The cation HNOSi⁺ is a chain H–O–N–Si with one unpaired electron. A calculation of its energy is to be planned, and the budget allows some of the levels below but perhaps not the best. Each error is the total energy less that of the reference level in the same small basis. R and U mark restricted and unrestricted orbitals.

Hartree–Fock, MP2, CISD and coupled-cluster total energies of HNOSi⁺ (doublet) relative to UCCSDT(Q), computed with Ansatz 0.2.0 in the cc-pVDZ basis at one fixed PBE0/def2-TZVP geometry. The noble-gas cores are frozen in all correlated levels, and CISD uses restricted open-shell orbitals.

```tsv
level	this level less the reference (UCCSDT(Q), same basis) (meV)
RHF	12142.6
UHF	12003.6
RMP2	1267.0
UMP2	1288.3
CISD	1794.9
RCCSD	486.1
UCCSD	481.6
RCCSD(T)	80.9
UCCSD(T)	82.4
BCCD(T)	79.3
RCCSDT	51.7
UCCSDT	51.3
RCCSDT(Q)	6.3
```

**(a) CISD is variational and costs more than MP2. Is it the better choice?**

*Solution.* No: its error is about 0.5 eV larger than that of RMP2. Electrons avoid one another mostly in pairs, and while one pair is excited, another pair elsewhere in the molecule may be excited too. CISD forbids this, because two excited pairs make a quadruple excitation. CCSD uses practically the same single and double excitations but adds their products, and this brings the error down from 1.8 to 0.5 eV. MP2 also lets the pair energies add up, though it treats each pair only to lowest order.

A model of $N$ independent pairs shows the size of the loss. Let each pair have one excited configuration, higher by $D$ and coupled to the ground configuration by $v$. One pair alone gains an energy $e$ with $e(e+D)=v^2$. CCSD gives $Ne$ for all pairs, whereas CISD gives a smaller gain $E$ with

$$E(E+D)=Nv^2=Ne(e+D).$$

The 15 valence electrons make $N=7.5$, and RCCSD gives $Ne=12.143-0.486=11.657$ eV, so $e=1.554$ eV. For $D$, the cost of lifting two valence electrons, 50 eV is a rough guess. Then

$$E=-25+\sqrt{25^2+11.657\times 51.554}=10.01\ \text{eV},$$

which is 1.64 eV short of CCSD.

The table has a shortfall of 1.31 eV, and $D=100$ eV would give 0.96 eV. The RCCSD energy went into the model and the CISD energy did not, but with $D$ guessed only the order of magnitude is tested. Real pairs also influence one another, which the model ignores. Its useful lesson is that $E$ grows more slowly than $N$, so CISD loses a larger share in a longer chain, while CCSD does not suffer from this fault.

**(b) CCSD(T) still errs by about 80 meV. Would better orbitals help?**

*Solution.* Hardly. There is reason to ask, since the $T_1$ diagnostic, which measures the weight of single excitations, is a suspiciously high 0.04. Yet BCCD(T), whose orbitals are chosen so that the single excitations vanish, differs from RCCSD(T) by less than 2 meV. The high diagnostic thus seems to tell mainly of orbitals that want to relax, which coupled cluster lets them do through its single excitations.

The restricted and unrestricted rows tell the same story. UHF lies 139 meV below RHF, but at CCSD the two choices agree within 5 meV, and at CCSDT within 1 meV. What CCSD lacks is chiefly the joint motion of three electrons. The perturbative triples supply 405 meV of it for little more than half the work of CCSD again, which makes them the best bargain among the steps beyond CCSD.

**(c) Is it worth going on to full triples, CCSDT?**

*Solution.* Not if one stops there. Full triples lower the energy by a further 29 meV, and the perturbative quadruples of RCCSDT(Q) by another 45 meV. Both steps go the same way, so the two omissions of CCSD(T) add up. In the binding energies of many closed-shell molecules with multiple bonds, such as N₂, the two steps are known to act in opposite directions, so that CCSD(T) profits from a partial cancellation. In the total energy studied here that help is absent, and CCSDT removes only about a third of the CCSD(T) error.

The price is steep. A cycle of CCSDT costs more than one of CCSD by a factor of roughly the number of occupied times the number of empty orbitals. With the cycles counted, this makes some 300 times the work of CCSD(T). The quadruples then add about a third to the work of CCSDT. These are formal operation counts without prefactors, good for orders of magnitude only.

A common target is 1 kcal/mol, or 43 meV. CCSD(T) misses it by a factor of two and CCSDT narrowly, so whoever pays for full triples should add the quadruples. The 6 meV left at RCCSDT(Q) mainly reflects how the perturbative quadruples depend on the orbitals, and the reference itself is uncertain by at least about as much. In reaction or ionization energies part of each error usually cancels, so CCSD(T) may do better there than its total energy suggests; that remains untested here.

The basis comes first, however. In one this small it typically costs a total energy an electronvolt or more, far above the last steps. The sensible plan is CCSD(T) in large basis sets, with the step to CCSDT(Q) added from a small one if the target demands it. The sizes found here belong to this geometry, which is not the relaxed structure of the cation. The output below gives all steps, the pair model and the operation counts.

Output of the analysis:

```
Errors and recovered share of the correlation energy counted from RHF:
        row  error in meV  error in kcal/mol  recovered share in percent
        RHF         12143                280                           0
        UHF         12004              276.8                       1.145
       RMP2          1267              29.22                       89.57
       UMP2          1288              29.71                       89.39
       CISD          1795              41.39                       85.22
      RCCSD         486.1              11.21                          96
      UCCSD         481.6              11.11                       96.03
   RCCSD(T)          80.9              1.866                       99.33
   UCCSD(T)          82.4                1.9                       99.32
    BCCD(T)          79.3              1.829                       99.35
     RCCSDT          51.7              1.192                       99.57
     UCCSDT          51.3              1.183                       99.58
  RCCSDT(Q)           6.3             0.1453                       99.95
One kcal/mol in meV: 43.36
CISD less RCCSD, the missing products of excitations, in meV: 1309
The same as percent of the RCCSD correlation energy: 11.23
Pair model of this shortfall with D of 50 eV, in meV: 1643
Pair model of this shortfall with D of 100 eV, in meV: 962.5
CISD less RMP2 in meV: 527.9
RMP2 less RCCSD in meV: 780.9
RMP2 error without its singles term in meV: 1349
RCCSD less RCCSD(T), perturbative triples, in meV: 405.2
Perturbative triples as percent of the full triples step: 93.28
RCCSD(T) less RCCSDT in meV: 29.2
RCCSDT less RCCSDT(Q), perturbative quadruples, in meV: 45.4
Percent of the RCCSD(T) error removed by full triples: 36.09
UCCSD(T) less UCCSDT in meV: 31.1
Restricted less unrestricted, mean field, in meV: 139
Restricted less unrestricted, MP2, in meV: -21.3
Restricted less unrestricted, CCSD, in meV: 4.5
Restricted less unrestricted, CCSD(T), in meV: -1.5
Restricted less unrestricted, CCSDT, in meV: 0.4
RCCSD(T) less BCCD(T) in meV: 1.6
Formal work of CCSD(T) over CCSD: 1.625
Formal work of CCSDT over CCSD(T): 294.8
Formal work of CCSDT(Q) over CCSDT: 1.357
```
